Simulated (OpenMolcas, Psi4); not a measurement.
BF3 (boron trifluoride): a line through the functionals

BF3 has 4 atoms, charge 0, and is taken as a singlet. SMILES: `FB(F)F`. The shape is that of a PBE0-D4/def2-TZVP optimisation.

The HOMO–LUMO gap y, in eV, basis aug-cc-pVDZ; a is the functional's share of exact exchange. Programs: OpenMolcas 26.06, Psi4 1.11.

| functional | program | a | y (eV) |
| --- | --- | --- | --- |
| PBE | Psi4 | 0 | 9.26 |
| revPBE | Psi4 | 0 | 9.14 |
| B3LYP | OpenMolcas | 0.2 | ? |
| PBE0 | OpenMolcas | 0.25 | 12.13 |
| BHLYP | OpenMolcas | 0.5 | 14.65 |

Question: Fit y = c + s·a to the known rows and predict B3LYP.

Answer: 
1. Means of the 4 rows: a = 0.1875, y = 11.295.
2. Σ(Δa)² = 0.17188, Σ(Δa·Δy) = 1.8862, so the slope is 1.8862/0.17188 = 10.974.
3. Intercept: 11.295 − (10.974) × 0.1875 = 9.237. The largest residual of the fit is 0.15.
4. B3LYP: 9.237 + (10.974) × 0.2 = 11.43 eV.

The run gave 11.46 eV, so the prediction is off by -0.03 eV, within the scatter of the fit. Exact exchange lowers occupied levels and raises empty ones.

The gap widens steadily with the share of exact exchange, from 9.14 and 9.26 eV for the two semilocal functionals to 14.65 eV for BHLYP. The highest occupied level of BF3 is a fluorine lone-pair combination, compact and strongly stabilised by nonlocal exchange, whereas an empty orbital gains much less from it and feels the repulsion of all the electrons. Mixing in exact exchange therefore probably moves the gap away from an excitation-like difference and towards the one between ionisation and electron attachment.

The near-linearity suggests that the orbitals themselves change little along the series. Still, PBE and revPBE differ at the same zero share, so the semilocal part also matters, and the very close B3LYP prediction is probably partly fortuitous. The line supports interpolation among similar global hybrids, but its slope is an empirical response for this molecule rather than a transferable constant. Nor does a wider gap here mean a higher optical absorption energy, since the electron–hole attraction is missing from an orbital-energy difference in a hybrid.
